Tungsten has a bulk modulus near 300 GPa. To change its volume by one percent takes about 3 GPa, or some thirty thousand atmospheres. The table gives the pressure that PBE yields for the body-centred cubic crystal, squeezed or stretched equally in all directions; a negative pressure is a pull.

Scalar-relativistic PBE calculations with Ansatz 0.2.0 for body-centred cubic tungsten (one-atom cell), without spin polarisation and with the program's default frozen-core PAW files. The plane-wave cutoff is 420 eV, the k mesh 14×14×14 and the Fermi-Dirac smearing width 0.08 eV. Pressure is positive in compression.

```csv
volume (Å³/atom),shortest distance (Å),pressure (GPa)
15.331,2.711,17.376
15.502,2.721,13.376
15.825,2.739,6.355
15.975,2.748,3.316
16.148,2.758,0.000
16.301,2.767,-2.803
16.471,2.776,-5.747
16.627,2.785,-8.330
16.794,2.794,-10.939
17.279,2.821,-17.802
```

**(a)** Volume and pressure correlate at −0.995. An engineer therefore draws a straight line through the pressure-free cell at 16.148 Å³ and uses it as Hooke's law. How can the table show, without any fit, whether this is sound?

*Solution.* Compare rows that lie equally far on either side of the pressure-free cell. Hooke's law demands opposite pressures of equal size there. At 2 % compression (15.825 Å³) the pressure is 6.355 GPa, but at 2 % stretch (16.471 Å³) it is only −5.747 GPa. Half the sum, (6.355 − 5.747)/2 = 0.30 GPa, is the part that no straight line through the pressure-free cell can produce.

The same test at 4 % gives (13.376 − 10.939)/2 = 1.22 GPa. Twice the strain has brought four times the error, which is the mark of a quadratic term and not of scatter. The correlation coefficient hides this because it mostly records that pressure falls as volume grows.

**(b)** Why does the line fail, and what pressure should replace its value at the largest volume?

*Solution.* Two atoms joined by a chemical bond show the direction of the effect. Their energy curve has a steep inner wall and a gentle outer flank, so the bond stiffens when pushed and softens when pulled. In a metal the binding is shared among many neighbours, so the analogy gives the sign of the effect but not its size. Theory gives the same reason in both cases. Squeezing crowds the electrons into less room and so raises their kinetic energy, and the repulsion this causes changes faster with distance than the attraction that binds. A neighbouring metal should therefore bend the same way.

The table shows the softening directly. The bulk modulus is $B=-V\,dP/dV$, where $V$ is the volume and $P$ the pressure. Taken between neighbouring rows, it falls from 361 GPa at the compressed end to 241 GPa at the stretched end. A line straight in $V$ would require the opposite, a crystal that gains bulk modulus as it is pulled apart.

The simplest repair lets the modulus follow the pressure, $B=B_0+B'P$, where $B_0$ is its value at zero pressure and $B'$ a pure number. Integration from the pressure-free volume $V_0$ gives the Murnaghan equation,

$$P=\frac{B_0}{B'}\left[\left(\frac{V}{V_0}\right)^{-B'}-1\right]\approx -B_0e+\frac{B'+1}{2}B_0e^2,\qquad e=\frac{V}{V_0}-1 .$$

The first term is Hooke's line and the second is the leading part of what the line leaves out. Of the factor $B'+1$, the 1 would remain even if $B$ were constant, because each further step in volume is then a smaller fraction of a larger cell. The $B'$ is the true softening.

Line and Murnaghan equation were both fitted to the five rows within 2.5 % of $V_0$; the second gives $B_0=302$ GPa and $B'=4.0$. The row at 17.279 Å³ was not among them. There $V/V_0=1.070$, and

$$P=\frac{302}{4.0}\left(1.070^{-4.0}-1\right)\approx-17.9\ \text{GPa}.$$

The computed value is −17.8 GPa, while the line gives −21.2 GPa and so overstates the pull by 19 %. At the smallest volume the line understates the pressure by 12 %. With $B'$ near 4, Hooke's law goes wrong by about 2.5 % of the pressure for each percent of volume strain, as long as the strain is small. The Murnaghan equation misses most at the largest stretch, the row farthest from those fitted. It gives slightly too much pressure at one end of the table and slightly too much pull at the other, as it would if $B'$ fell a little with rising pressure. The output after this text compares the two laws row by row.

**(c)** The repaired curve is smooth and fits well. Does it also place the pressure-free volume correctly?

*Solution.* No, and the curve itself gives no sign of it. PBE is known to make tungsten's volume too large by roughly 2 %. The real crystal is thus free of pressure close to the row at 15.825 Å³, where the calculation reports 6.4 GPa. In so stiff a metal a small error in volume becomes a large one in pressure: 0.02 × 302 GPa ≈ 6 GPa.

The likely cause, which this table can't test, lies in the functional. PBE's gradient correction, well suited to atoms, is too strong for the smoother densities of many solids and weakens their binding slightly. The thermal and zero-point motion of the atoms, left out here, would swell the cell further and widen the gap. Spin-orbit coupling is also absent, but its effect on this volume is known to be small.

For practical use, read the curve as pressure against $V/V_0$, with the measured volume as $V_0$ for the real metal. This removes the offset, though not any error in $B_0$.

Numerical output:

```
fit of pressure on 5 rows (abs(x - 1) < 0.025): coefficient of (1 - x) 302.7 +/- 7; rms 0.197, worst 16.471 -0.308, leave-one-out rms 0.323
  rows outside the fit (model, value, miss): 15.331 15.32, 17.38, -2.06; 15.502 12.11, 13.38, -1.27; 16.627 -8.98, -8.33, -0.65; 16.794 -12.11, -10.94, -1.17; 17.279 -21.2, -17.8, -3.4
fit of pressure on 5 rows (abs(x - 1) < 0.025): coefficient of (x**(-s) - 1)/s 301.9 +/- 0.21, s 4.004; rms 0.00519, worst 16.301 0.00894, leave-one-out rms 0.0113
  rows outside the fit (model, value, miss): 15.331 17.42, 17.38, 0.0477; 15.502 13.39, 13.38, 0.0151; 16.627 -8.329, -8.33, 0.00143; 16.794 -10.96, -10.94, -0.0206; 17.279 -17.9, -17.8, -0.101
Misses are prediction less computed pressure in GPa, slope and B refer to the step from the row above:
     row  strain_percent  line_miss  expected_line_miss  constant_B_miss  Murnaghan_miss  slope_GPa_per_A3  B_GPa
  15.331          -5.059      -2.06              -1.934           -1.659         0.04766               n/a    n/a
  15.502              -4     -1.266              -1.209           -1.017         0.01512            -23.39  360.6
  15.825              -2    -0.2999             -0.3022          -0.2385       -0.001163            -21.74  340.5
  15.975          -1.071   -0.07288             -0.0867         -0.05538        0.007141            -20.26  322.1
  16.148               0          0                   0                0               0            -19.17  307.9
  16.301          0.9475   -0.06519            -0.06782         -0.05169        0.008945            -18.32  297.2
  16.471               2    -0.3081             -0.3022          -0.2483       -0.001505            -17.32  283.8
  16.627           2.966    -0.6495             -0.6647          -0.5189        0.001433            -16.56    274
  16.794               4     -1.171              -1.209          -0.9352        -0.02057            -15.62  261.1
  17.279           7.004       -3.4              -3.706           -2.691         -0.1005            -14.15  241.1
Correlation of volume and pressure: -0.9954
Steepest slope over flattest slope: 1.653
The same ratio if the bulk modulus were constant: 1.105
Line miss at the smallest volume, percent of the pressure there: -11.86
Line miss at the largest volume, percent of the pressure there: 19.1
Relative error of the line per percent of strain, in percent: 2.502
PBE pressure at a volume 2 percent below the zero-pressure cell, GPa: 6.353
Largest gap between free-energy step and pressure work, meV: 0.2986
```
